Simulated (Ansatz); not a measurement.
These are results of Ansatz, DFT PBE, scalar-relativistic, plane waves, PAW, not measurements. All cells share a 420 eV cutoff and Γ-centred k meshes spaced at most about 0.3 Å⁻¹ (about 0.25 or finer for metals, 2π included). Collinear spin in cells that started with moments and kept them past the coarse steps, no spin elsewhere.

Formation energies are uncorrected and refer to the elements' standard structures at the same level (N₂ as a molecule).

A relaxed structure of YMnC4N4 has 26.40 Å³/atom, +0.17 eV/atom against the elements, no gap on its mesh, a net moment of 0.40 μB/atom:

```
CELL_PARAMETERS angstrom
6.41504 0.00000 0.00000
0.00000 6.41504 0.00000
0.00000 0.00000 6.41504
ATOMIC_POSITIONS crystal
Y 0.00000 0.00000 0.00000
Mn 0.50000 0.50000 0.50000
C 0.21535 0.21535 0.21535
C 0.21535 0.78465 0.78465
C 0.78465 0.21535 0.78465
C 0.78465 0.78465 0.21535
N 0.32115 0.32115 0.32115
N 0.32115 0.67885 0.67885
N 0.67885 0.32115 0.67885
N 0.67885 0.67885 0.32115
```

Task: Predict cell, energy and gap of CaMnC4N4 with the same space group and Wyckoff sites.

Result: CaMnC4N4 has a = 6.584 Å: 28.54 Å³/atom, +0.095 eV/atom against the elements, a gap of 2.50 eV on its mesh, a net moment of 0.50 μB/atom. The volume per atom changes by +8.1 % and the formation energy by -0.07 eV/atom (from unrounded values). The gap opens. Covalent radii: Y 1.90 Å, Ca 1.76 Å; electronegativities 1.22 and 1.00. The cell doesn't follow the covalent radius here. Ca is surrounded by 4 C at 2.50 Å; Mn is surrounded by 4 N at 2.03 Å; around C lie 1 N at 1.17 Å and 1 Ca at 2.50 Å; N is surrounded by 1 C at 1.17 Å and 1 Mn at 2.03 Å.

```cif
data_structure
_symmetry_space_group_name_H-M 'P 1'
_symmetry_Int_Tables_number 1
_cell_length_a 6.5841
_cell_length_b 6.5841
_cell_length_c 6.5841
_cell_angle_alpha 90.000
_cell_angle_beta 90.000
_cell_angle_gamma 90.000
_cell_volume 285.42
loop_
_atom_site_label
_atom_site_type_symbol
_atom_site_fract_x
_atom_site_fract_y
_atom_site_fract_z
_atom_site_occupancy
Ca1 Ca 0.00000 0.00000 0.00000 1
Mn1 Mn 0.50000 0.50000 0.50000 1
C1 C 0.21949 0.21949 0.21949 1
C2 C 0.21949 0.78051 0.78051 1
C3 C 0.78051 0.21949 0.78051 1
C4 C 0.78051 0.78051 0.21949 1
N1 N 0.32209 0.32209 0.32209 1
N2 N 0.32209 0.67791 0.67791 1
N3 N 0.67791 0.32209 0.67791 1
N4 N 0.67791 0.67791 0.32209 1
```

The two cells were relaxed from separate starts that ended on the same group and sites; neither need be the stable form of its compound. Kohn–Sham gaps at this level usually fall short of measured ones. In such compounds of Mn a zero gap at this level may well be an artefact, since no Hubbard U is applied. The reference form of C is held partly by dispersion forces, which this level lacks. Another magnetic order may lie lower. Cells relaxed within their symmetry can be saddle points.

Replacing Y with Ca removes one valence electron per formula unit, and this probably governs the change in electronic structure. With cyanide as a closed-shell anion, the net moment of 0.50 μB/atom fits divalent, high-spin Mn with a half-filled d shell, where exchange splitting separates filled majority from empty minority states and opens the gap. In the Y compound, the smaller moment suggests that the extra electron enters the minority e states of Mn, leaving them partly filled.

The expansion follows ionic rather than covalent size, since divalent Ca is larger than trivalent Y. Most of it is taken up between this cation and carbon, while the stiff C–N triple bond hardly changes.

Both compounds lie above the elements in energy, so the strong cyanide bond doesn't offset the cost of breaking up N₂ and elemental carbon. The linkage is also unusual: cyanide normally turns its carbon end to the transition metal and its nitrogen end to a hard cation such as Ca. The reversed orientation may well be lower in energy, but it isn't compared here.
